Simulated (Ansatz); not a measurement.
## Strength of the Si–H bond: Si(SiH3)F3 → Si(SiH2)F3 + H

Species: Si(SiH3)F3, singlet; Si(SiH2)F3, doublet; H atom, doublet. 

Shapes, held fixed at every level: PBE0-D4/def2-TZVP. Programs: Ansatz 0.2.0. The zero-point and thermal change to 298 K, harmonic and unscaled (PBE0-D4/def2-TZVP), is -18.6 kJ/mol.

```tsv
level	kind	ΔH(298 K) (kJ/mol)	less CCSD(T)/CBS estimate	CPU time (sum over the molecules)
HF/def2-SVP	Hartree–Fock	+287.8	-88.8	–
PBE-D4/def2-TZVPP	GGA	+351.9	-24.7	20 s
r2SCAN-D4/def2-TZVPP	meta-GGA	+354.8	-21.8	42 s
BHLYP-D4/def2-TZVPP	global hybrid	+369.4	-7.2	27 s
CCSD(T)/def2-TZVPP	coupled cluster or CI	+368.9	-7.7	20 min
CCSD/def2-TZVPP	coupled cluster or CI	+368.2	-8.4	–
CCSD(T)/CBS estimate	coupled cluster or CI	+376.6	0.0	22 min
```

The highest level, CCSD(T)/CBS estimate, gives ΔH(298 K) = +376.6 kJ/mol; the levels span +287.8 to +376.6. The column of differences is taken from that level and isn't an error. Hartree–Fock misses the correlation of the pair that is broken and comes out low. No measured value is set beside it here. Open shells run unrestricted unless RO is named. The CBS estimate extrapolates MP2 from def2-TZVPP and def2-QZVPP and adds CCSD(T) − MP2 in the triple-zeta set, cores frozen. Times are processor times on shared x86 and Arm servers, and rough.

Removing hydrogen from the SiH3 end costs +376.6 kJ/mol at the highest level, as expected for a strong, weakly polar Si–H σ bond. The radical left behind is centred mainly on silicon, where the unpaired electron typically occupies an orbital of mainly p character, with some s admixture, at a pyramidal site and gains little from delocalisation into the neighbouring SiF3 group.

CCSD and CCSD(T) nearly coincide in the same basis, so connected triples matter little, in keeping with the clean breaking of a single electron pair. Most of the remaining shift to the extrapolated value therefore reflects the slow basis-set convergence of pair correlation. The Hartree–Fock shortfall also includes the effect of a smaller basis and isn't a pure measure of missing correlation. PBE and r2SCAN both give a weaker bond than BHLYP, probably because of their different balance of exchange and correlation.

Without the same reaction for unsubstituted disilane, the results don't show whether fluorination strengthens or weakens the Si–H bond.
